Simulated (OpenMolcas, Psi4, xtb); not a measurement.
# GaHCl2O (SMILES [OH][Ga]([Cl])[Cl]): methods side by side

GaHCl2O: 5 atoms, total charge 0, spin state singlet. As SMILES, `[OH][Ga]([Cl])[Cl]`. The shape is that of a PBE0-D4/def2-TZVP optimisation.

```xyz
5

O     0.2545    1.3546    0.2459
Ga    0.1185   -0.3945    0.0568
Cl    1.5000   -1.6349    1.0577
Cl   -1.4079   -1.2363   -1.1558
H    -0.4152    1.8374   -0.2460
```

Quantity: the dipole moment, in D. The values are calculated.

| level | kind | program | value (D) | CPU time |
| --- | --- | --- | --- | --- |
| GFN2-xTB | semi-empirical | xtb | 1.48 | under 2 s |
| HF/def2-SVP | Hartree–Fock | OpenMolcas | 1.64 | 6.8 s |
| SVWN5/def2-SVP | LDA | OpenMolcas | 1.58 | 12 s |
| PBE/def2-SVP | GGA | OpenMolcas | 1.56 | 16 s |
| M06-L/def2-SVP | meta-GGA | OpenMolcas | 1.64 | 18 s |
| B3LYP/def2-SVP | global hybrid | OpenMolcas | 1.54 | 15 s |
| wB97X-D/def2-SVP (density fitting) | range-separated hybrid | Psi4 | 1.60 | 4.5 s |

All-electron rows without a relativistic Hamiltonian named are non-relativistic. The values span 1.48 to 1.64 D. Magnitudes only. Times are those of the runs behind each value, whatever else they computed, on shared processors of several kinds: orders of magnitude only.

The molecule is clearly polar at every level, and the choice of method changes the dipole only modestly. Gallium is bound to three more electronegative atoms in a nearly planar trigonal arrangement, so the Ga–O and Ga–Cl bond moments largely oppose one another. The bent, polar O–H group adds a contribution that this cancellation does not remove. A method that makes the gallium–ligand bonds more ionic would enlarge opposing terms together, which probably helps keep the totals close.

The values do not follow the usual hierarchy of functionals. Hartree–Fock and M06-L share the highest value, 1.64 D, although only the former contains exact exchange, while B3LYP at 1.54 D lies slightly below PBE at 1.56 D. The exact-exchange fraction alone therefore does not order the results, and differences this small give no basis for ranking the methods by accuracy. Nor does the agreement among the def2-SVP rows demonstrate basis-set convergence, since a lack of diffuse functions could shift them all in a similar way.
